**Low-frequency polarisability of In³⁺ to In⁶⁺ on the imaginary axis: a one-pole prediction of withheld rows**

The table holds the dipole polarisability $\alpha(i\omega)$ of In³⁺, In⁴⁺, In⁵⁺ and In⁶⁺ from a spherical, non-relativistic all-electron Kohn-Sham calculation (LB94 potential, Sternheimer response with Hartree and adiabatic LDA kernel). The program fits $1/\alpha$ linearly in $\omega^2$ to the known rows below 0.3 hartree, predicts three withheld low-frequency rows with worst-case rounding bars and convexity brackets, and compares a Cauchy series and a single pole fitted to all known rows. All twelve withheld values fall inside the bars and brackets, with a largest miss of 0.0008 bohr³ against a table rounding of 0.0005, while the all-row pole misses by up to 0.234 bohr³. The low-frequency pole underestimates the table at higher frequency, by 48.8 to 65.5 % at 17.54 hartree, where $\alpha\omega^2$ is 17.5 to 20.5, well below the electron count, and falls by nearly one per electron removed.

Indium ions (Z = 49) from In³⁺ ([Kr] 4d¹⁰, base) to In⁶⁺ in the ground configurations that NIST lists, computed with radks 1 (radial solver with Libxc): non-relativistic, spin-polarised Kohn-Sham, LB94 potential, spherical densities, open shells at highest spin, point nucleus. Polarisabilities are from Sternheimer linear response with the Hartree and adiabatic LDA kernel.

## Analysis program

```python
# Table: dipole polarisability alpha(i w) in bohr^3 of In3+..In6+ (radks, LB94 potential, ALDA kernel,
# non-relativistic, spherical). Tested: a low-frequency one-pole form predicts the withheld rows;
# compared with a Cauchy series, an all-row single pole and convexity brackets in w^2.
T = {
    'imaginary_frequency': [0.002664, 0.01425, 0.03601, 0.06967, 0.1181, 0.1859, 0.2803, 0.4132, 0.605, 0.892, 1.345, 2.117, 3.588, 6.942, 17.54],  # hartree
    'run0': [3.312, 3.312, 3.31, 3.305, 3.29, 3.259, 3.195, 3.073, 2.858, 2.511, 2.013, 1.391, 0.7567, 0.2881, 0.06655],  # bohr³
    'run1': [2.496, 2.495, 2.495, 2.492, 2.485, 2.469, 2.436, 2.372, 2.251, 2.038, 1.697, 1.22, 0.6877, 0.2684, 0.06335],  # bohr³
    'run2': [1.953, 1.953, 1.952, 1.951, 1.947, 1.938, 1.919, 1.882, 1.809, 1.673, 1.434, 1.069, 0.6226, 0.2492, 0.06017],  # bohr³
    'run3': [1.573, 1.573, 1.572, 1.571, 1.569, 1.563, 1.552, 1.528, 1.481, 1.389, 1.219, 0.9355, 0.5619, 0.2306, 0.05703],  # bohr³
}
HELD = [1, 2, 3]  # rows withheld from the fit
import numpy as np
from scipy.optimize import least_squares
w = np.array(T['imaginary_frequency'], float); x = w**2
runs = ['run0', 'run1', 'run2', 'run3']; ion = ['In3+', 'In4+', 'In5+', 'In6+']; N = [46, 45, 44, 43]
K = np.array([i for i in range(len(w)) if i not in HELD]); H = sorted(HELD)
A = np.array([T[r] for r in runs], float)
h = 0.0005  # half of the last printed digit for values above 1
lo = K[w[K] < 0.3]; cs = K[w[K] < 0.45]; mid = lo[w[lo] > 0.1]; hi = K[w[K] > 0.3]
def pole(idx, a):
    s, c = np.polyfit(x[idx], 1/a, 1); return np.array([1/c, np.sqrt(c/s)])
def ev(p, xx): return p[0]/(1 + xx/p[1]**2)
def worst(f, a):  # worst-case effect of rounded inputs
    return sum(np.abs(f(a + h*e) - f(a)) for e in np.eye(len(a)))
print('alpha in bohr^3, w in hartree; table rounding +-%.4f' % h)
print('One pole, known rows w<0.3: alpha0, Omega, initial slope, max resid | fit 0.1<w<0.3 taken to w=%.6f' % w[K[0]])
P, G = [], []
for j in range(4):
    a = A[j]; p = pole(lo, a[lo]); P.append(p)
    dO = worst(lambda b: pole(lo, b), a[lo])[1]
    f0 = lambda b: ev(pole(mid, b), x[K[0]])
    print('%s %.4f %.2f+-%.2f %.3f %.4f | %.4f+-%.4f table %.3f' % (ion[j], p[0], p[1], dO, p[0]/p[1]**2,
          np.abs(ev(p, x[lo]) - a[lo]).max(), f0(a[mid]), worst(f0, a[mid]) + h, a[K[0]]))
    G.append(least_squares(lambda q: ev(q, x[K])/a[K] - 1, p).x)
print('Predictions: w, ion, value+-bar, drop from first row, convexity bracket, Cauchy, all-row pole')
R = []; i0, i1, i2 = K[0], K[1], K[2]
for i in H:
    for j in range(4):
        a = A[j]; f = lambda b: ev(pole(lo, b), x[i]); pr = f(a[lo])
        ca = np.polyval(np.polyfit(x[cs], a[cs], 2), x[i]); gl = ev(G[j], x[i])
        bar = worst(f, a[lo]) + h + abs(ca - pr)
        up = a[i0] + (a[i1] - a[i0])*(x[i] - x[i0])/(x[i1] - x[i0]) + 2*h
        t = (x[i1] - x[i])/(x[i2] - x[i1]); dn = a[i1] + t*(a[i1] - a[i2]) - h*(2 + 2*t)
        R.append((i, j, pr, bar, dn, up, ca, gl))
        print('%.5f %s %.4f+-%.4f %.4f [%.4f,%.4f] %.4f %.3f' % (w[i], ion[j], pr, bar, a[i0] - pr, dn, up, ca, gl))
print('Computed: w, ion, value, drop, miss (computed-predicted), in bar, in bracket, miss Cauchy, miss all-row pole')
M = []
for i, j, pr, bar, dn, up, ca, gl in R:
    v = A[j, i]; M.append([abs(v - pr), abs(v - ca), abs(v - gl)])
    print('%.5f %s %.3f %.3f %+.4f %s %s %+.4f %+.3f' % (w[i], ion[j], v, A[j, i0] - v, v - pr,
          'yes' if abs(v - pr) <= bar else 'no', 'yes' if dn <= v <= up else 'no', v - ca, v - gl))
print('largest miss: low-w pole %.4f, Cauchy %.4f, all-row pole %.3f' % tuple(np.max(M, 0)))
print('Low-w pole %% error on rows left out, w = %s | all-row pole alpha0, Omega, worst %%' % ' '.join('%.3g' % u for u in w[hi]))
for j in range(4):
    e = 100*(ev(P[j], x[hi])/A[j, hi] - 1); g = 100*(ev(G[j], x[K])/A[j, K] - 1)
    print(ion[j], ' '.join('%+.1f' % u for u in e), '| %.3f %.2f %+.1f' % (G[j][0], G[j][1], g[np.abs(g).argmax()]))
top = A[:, K[-1]]*x[K[-1]]
print('alpha*w^2 at w=%.2f:' % w[K[-1]], ' '.join('%.2f' % u for u in top), '| electrons', N)
print('steps of alpha*w^2:', ' '.join('%.2f' % u for u in np.diff(top)), '| steps of first row:', ' '.join('%.3f' % u for u in np.diff(A[:, i0])))
print('In6+/In3+ ratio: %.3f at lowest w, %.3f at highest w' % (A[3, i0]/A[0, i0], A[3, K[-1]]/A[0, K[-1]]))
print('fall from w=%.6f to %.4f in %%:' % (w[i0], w[i1]), ' '.join('%.2f' % u for u in 100*(1 - A[:, i1]/A[:, i0])))
assert np.all(np.diff(A[:, K], axis=1) < 0) and np.all(np.diff(A[:, K], axis=0) < 0)
k4 = K[w[K] > 0.4]
assert np.all(np.diff(np.diff(A[:, k4], axis=1)/np.diff(x[k4]), axis=1) > 0)
assert np.all(np.diff([p[1] for p in P]) > 0)
assert np.all(top < np.array(N))
```

Running it gives:

```
alpha in bohr^3, w in hartree; table rounding +-0.0005
One pole, known rows w<0.3: alpha0, Omega, initial slope, max resid | fit 0.1<w<0.3 taken to w=0.002664
In3+ 3.3116 1.47+-0.01 1.541 0.0004 | 3.3112+-0.0014 table 3.312
In4+ 2.4959 1.79+-0.02 0.782 0.0002 | 2.4958+-0.0014 table 2.496
In5+ 1.9531 2.10+-0.03 0.441 0.0001 | 1.9532+-0.0014 table 1.953
In6+ 1.5727 2.41+-0.06 0.270 0.0005 | 1.5725+-0.0014 table 1.573
Predictions: w, ion, value+-bar, drop from first row, convexity bracket, Cauchy, all-row pole
0.01425 In3+ 3.3113+-0.0014 0.0007 [3.3090,3.3127] 3.3115 3.078
0.01425 In4+ 2.4957+-0.0013 0.0003 [2.4940,2.4968] 2.4959 2.362
0.01425 In5+ 1.9530+-0.0012 0.0000 [1.9513,1.9539] 1.9530 1.870
0.01425 In6+ 1.5727+-0.0012 0.0003 [1.5713,1.5739] 1.5728 1.516
0.03601 In3+ 3.3096+-0.0014 0.0024 [3.3074,3.3110] 3.3098 3.078
0.03601 In4+ 2.4949+-0.0013 0.0011 [2.4932,2.4960] 2.4950 2.362
0.03601 In5+ 1.9525+-0.0012 0.0005 [1.9509,1.9534] 1.9525 1.870
0.03601 In6+ 1.5724+-0.0012 0.0006 [1.5711,1.5736] 1.5725 1.516
0.06967 In3+ 3.3042+-0.0012 0.0078 [3.3022,3.3054] 3.3043 3.075
0.06967 In4+ 2.4921+-0.0012 0.0039 [2.4906,2.4932] 2.4922 2.361
0.06967 In5+ 1.9509+-0.0011 0.0021 [1.9495,1.9519] 1.9510 1.869
0.06967 In6+ 1.5714+-0.0012 0.0016 [1.5702,1.5726] 1.5715 1.516
Computed: w, ion, value, drop, miss (computed-predicted), in bar, in bracket, miss Cauchy, miss all-row pole
0.01425 In3+ 3.312 0.000 +0.0007 yes yes +0.0005 +0.234
0.01425 In4+ 2.495 0.001 -0.0007 yes yes -0.0009 +0.133
0.01425 In5+ 1.953 0.000 +0.0000 yes yes -0.0000 +0.083
0.01425 In6+ 1.573 0.000 +0.0003 yes yes +0.0002 +0.057
0.03601 In3+ 3.310 0.002 +0.0004 yes yes +0.0002 +0.232
0.03601 In4+ 2.495 0.001 +0.0001 yes yes +0.0000 +0.133
0.03601 In5+ 1.952 0.001 -0.0005 yes yes -0.0005 +0.082
0.03601 In6+ 1.572 0.001 -0.0004 yes yes -0.0005 +0.056
0.06967 In3+ 3.305 0.007 +0.0008 yes yes +0.0007 +0.230
0.06967 In4+ 2.492 0.004 -0.0001 yes yes -0.0002 +0.131
0.06967 In5+ 1.951 0.002 +0.0001 yes yes +0.0000 +0.082
0.06967 In6+ 1.571 0.002 -0.0004 yes yes -0.0005 +0.055
largest miss: low-w pole 0.0008, Cauchy 0.0009, all-row pole 0.234
Low-w pole % error on rows left out, w = 0.413 0.605 0.892 1.34 2.12 3.59 6.94 17.5 | all-row pole alpha0, Omega, worst %
In3+ -0.2 -1.0 -3.7 -10.7 -22.8 -37.4 -50.9 -65.5 | 3.078 2.20 -28.0
In4+ -0.1 -0.5 -2.0 -6.1 -14.9 -27.9 -42.2 -59.5 | 2.363 2.50 -25.6
In5+ -0.1 -0.3 -1.0 -3.3 -9.2 -19.7 -34.0 -53.9 | 1.870 2.78 -23.8
In6+ -0.0 -0.1 -0.4 -1.6 -5.0 -12.9 -26.5 -48.8 | 1.516 3.04 -22.7
alpha*w^2 at w=17.54: 20.47 19.49 18.51 17.55 | electrons [46, 45, 44, 43]
steps of alpha*w^2: -0.98 -0.98 -0.97 | steps of first row: -0.816 -0.543 -0.380
In6+/In3+ ratio: 0.475 at lowest w, 0.857 at highest w
fall from w=0.002664 to 0.1181 in %: 0.66 0.44 0.31 0.25
```
